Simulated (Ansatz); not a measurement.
Zn: the change of pressure with volume scale

All results are calculated (Ansatz 0.2.0). Periodic Kohn-Sham DFT of a crystal at fixed atoms, scaled to volume_scale times the given cell; pressure positive in compression, energy less spherical unpolarised free atoms, largest_vzz the field gradient of largest size among the nuclei.

The cell before it is scaled or strained (space group P6_3/mmc, No. 194):
```
CELL_PARAMETERS angstrom
2.66480 0.00000 0.00000
-1.33240 2.30780 0.00000
0.00000 0.00000 4.94670
ATOMIC_POSITIONS crystal
Zn 0.33333 0.66667 0.25000
Zn 0.66667 0.33333 0.75000
```

Settings of every row: method frozen-core PAW; functional PBEsol; relativity scalar; k mesh 18x18x8; filling fermi-dirac; smearing width 0.03 eV; wave cutoff 420 eV; paw set soft_2.

Atom start moment: 0 on all atoms.

Limits: PAW files made with PBE; no gap: field gradients move with the k mesh.

```csv
row,volume scale,V (Å³/atom),pressure (GPa),largest V_zz (1e21 V/m^2)
1,0.94,14.298,-0.743,3.839
2,0.95,14.45,-1.66,3.773
3,0.96,14.602,-2.515,3.701
4,0.98,14.906,-4.052,3.577
5,0.99,15.059,-4.742,3.523
6,1,15.211,-5.386,3.463
7,1.01,15.363,-5.985,3.399
8,1.02,15.515,-6.54,3.34
9,1.04,15.819,-7.529,3.222
10,1.05,15.971,-7.971,3.167
11,1.06,16.123,?,?
```

Question: what pressure should row 11 give?

Worked fit of pressure. Take u = (V_r/V)^(2/3) − 1 with V_r = 15.135 Å³ an atom, which is twice the finite (Eulerian) strain; such expansions in the strain, on which the Birch-Murnaghan equation of state is built, carry the rest volume and the bulk modulus. The shown rows have u = 0.03866, 0.03136, 0.02419, 0.01022, 0.00336, -0.00333, -0.00992, -0.0164, -0.02904, -0.03521. Least squares give pressure = −5.0721 + 95.83 × u + 399.46 × u² + 461 × u³ GPa; a parabola predicts inner rows, each left out in turn, worse (root mean square 0.005 against 0.0023 GPa). The rows lie off it by 0.001, 0.000, -0.001, -0.001, 0.004, 0.001, -0.001, -0.002, 0.000, 0.000. The withheld row has u = -0.04128, so the fit gives −5.0721 + 95.83 × (-0.04128) + 399.46 × (-0.04128)² + 461 × (-0.04128)³ = -8.380 GPa.

The calculation gave -8.382 GPa. The fit lies 0.002 GPa (0.026 % of the column's range) above it; its largest miss of a shown row is 0.004 GPa. This row lies beyond the range of the fit.

The other values of row 11: largest V_zz 3.129 1e21 V/m^2.
